Notes: Newton-Raphson SCF for UHF H₂ across the Coulson-Fischer point

I rotate real spin orbitals by exp(κ), so that φi → φi + Σa x_ia φa to first order. Then E = E₀ + 2F·x + x·(A+B)x + O(x³), and the step solves (A+B)x = −F_ov with

(A+B)_ia,jb = F_ab δij − F_ij δab + 2(ia|jb) − (ij|ab) − (ib|ja)

in chemists' notation. This holds off stationarity too, because the second-order density change has no ov block. The two-electron part of (A+B)x is the ov block of J − K built from the symmetric density Σ x_jb(φjφb + φbφj), so each product costs one Fock-like build.

Let e be the distance from the solution (not the step). Then |e′| ≤ M‖H⁻¹‖|e|²/2, with H the Hessian at the iterate and M its Lipschitz constant. This is quadratic only if H stays invertible at the solution.

Model: one normalised Gaussian exp(−αr²) per proton, α = 150 nm⁻² (assumed). With y = R√α, S = exp(−y²/2), τ = ħ²α/mₑ and w = q²√α/(4πε₀), q the elementary charge:

(AA|AA) = 2w/√π, (AA|BB) = w erf(y)/y, (AA|AB) = 2wS erf(y/2)/y, (AB|AB) = S²(AA|AA),
h_uu − h_gg = 2S{τy²/2 + w[4 erf(y/√2)/y − erf(√2y)/y − 2√(2/π)]}/(1 − S²),

where g, u = (A ± B)/√(2 ± 2S). The orbitals of the two spins are g cos θ ± u sin θ; inversion combined with spin exchange keeps Newton on this line. I get

E = E_RHF + 2λ sin²θ + Q sin⁴θ,
λ = h_uu − h_gg − Jgg + Jgu − 2Kgu, Q = Jgg + Juu − 2Jgu + 4Kgu,

λ being the triplet eigenvalue of A+B at θ = 0. The minimum is θ₀ = 0 with H = E″ = 4λ for λ > 0, and sin²θ₀ = −λ/Q with H = 2Q sin²2θ₀ for λ < 0. I iterate θ′ = θ − E′/E″ from e₀ = θ − θ₀ = 0.2 rad, at a typical bond length (74 pm) and beyond. Energies in aJ, angles in rad; all numbers are the model's.

R/pm | λ | Q | θ₀ | H | e₁ | e₂ | e₃
74 | 1.36 | 2.84 | 0 | 5.44 | 0.018 | 1.5×10⁻⁵ | 1.0×10⁻¹⁴
116 | 0.0468 | 3.17 | 0 | 0.187 | 0.116 | 0.056 | 0.014
117.8 (root of λ) | 0 | 3.19 | 0 | 0 | 0.131 | 0.087 | 0.058
120 | −0.0566 | 3.21 | 0.133 | 0.445 | 0.094 | 0.037 | 8.9×10⁻³
200 | −1.60 | 4.09 | 0.676 | 7.80 | −0.018 | 2.6×10⁻⁴ | 4.4×10⁻⁸

The map depends only on λ/Q, and Q drifts slowly, so λ sets the trend.

Broken-symmetry side: e′ ≈ ce², c = E‴/(2E″) = 3 cot 2θ₀, which is 0.665 at 200 pm and 11.0 at 120 pm. With ΔE ≈ He²/2 the energy excess squares, ΔE′ ≈ (2c²/H)ΔE², but the prefactor is 0.11 aJ⁻¹ against 5.4×10² aJ⁻¹, growing as 9Q/(16λ²). The negative e₁ at 200 pm shows higher orders outweighing ce² at 0.2 rad.

Restricted side: E is even in θ, so c = 0 and this mode converges cubically, e′ ≈ (2Q/λ − 4/3)e³. The coefficient is 2.83 at 74 pm and 134 at 116 pm.

At λ = 0: E − E_RHF ≈ Qθ⁴, E′/E″ ≈ θ/3, hence e′ → 2e/3, and ΔE shrinks only by 16/81 per step. The bound survives but is empty: H ≈ 12Qθ² and M ≈ 24Qθ on [0, θ] give |e′| ≤ |e|.

Strictly linear convergence thus belongs to one bond length. Nearby, the quartic term rules while θ² ≫ |λ|/Q, and fast convergence starts once |e| falls below about √(|λ|/Q); in the 116 and 120 pm rows the ratio e′/e falls at every step. Just beyond the point, a start inside the inflection θ ≈ θ₀/√3 has H < 0, and the step points back toward the RHF saddle, so I would add a level shift or trust radius there.